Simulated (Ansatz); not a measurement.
## A series in smearing width on Al

All results are calculated (Ansatz 0.2.0). Plane-wave density functional theory, scalar-relativistic PAW datasets made under PBE, Gamma-centred meshes; one setting moves on a fixed relaxed cell, energies count from the zero-width extrapolation of the reference run, pressure is Pulay-corrected at fixed cutoff and positive in compression.

Structure of every row (space group Fm-3m, No. 225):
```
Al
1.0
      0.0000     1.9967     1.9967
      1.9967     0.0000     1.9967
      1.9967     1.9967     0.0000
Al
1
Direct
  0.00000 0.00000 0.00000
```

Settings of every row: spin polarised no; functional r2SCAN; wave cutoff 500 eV; k mesh 14x14x14; smearing method gaussian; reference k mesh 14x14x14; reference smearing width 0.1 eV; reference wave cutoff 500 eV; reference smearing method fermi_dirac; swept setting smearing; valence electrons per atom 3.

Atom starting moment: 0 on all atoms.

Limits: settings are moved on purpose, so some rows are far from converged.

| row | smearing width (eV) | free energy error per atom (meV) | zero smearing energy error per atom (meV) | pressure (GPa) |
| --- | --- | --- | --- | --- |
| 1 | 0.01 | 0.29 | 0.3 | -0.46 |
| 2 | 0.03 | 0.15 | 0.3 | -0.4 |
| 3 | 0.1 | ? | ? | ? |
| 4 | 0.2 | -3.85 | -0.1 | -0.26 |
| 5 | 0.3 | -8.61 | 0.11 | -0.13 |

Question: what free energy error per atom should row 3 give?

Worked fit of free energy error per atom. Smearing changes a smooth quantity, to lowest order, with the square of the width, so take w² in eV². The shown rows have w² = 0.0001, 0.0009, 0.04, 0.09. Their means are 0.03275 and -3.005 meV; the sums about the means are S_tt = 0.005411 and S_ty = -0.5351, whose ratio is the slope. Least squares give free energy error per atom = 0.234 − 98.9 × w² meV. The rows lie off it by 0.07, 0.01, -0.13, 0.06 (root mean square 0.08 meV). The constant, 0.234 meV, estimates the value at zero width. The withheld row has w² = 0.01, so the fit gives 0.234 − 98.9 × (0.01) = -0.76 meV.

The calculation gave -1 meV. The fit lies 0.24 meV (24 % of the value, 2.7 % of the column's range) above it; its largest miss of a shown row is 0.13 meV.

The other values of row 3: zero smearing energy error per atom 0.03 meV; pressure -0.37 GPa.
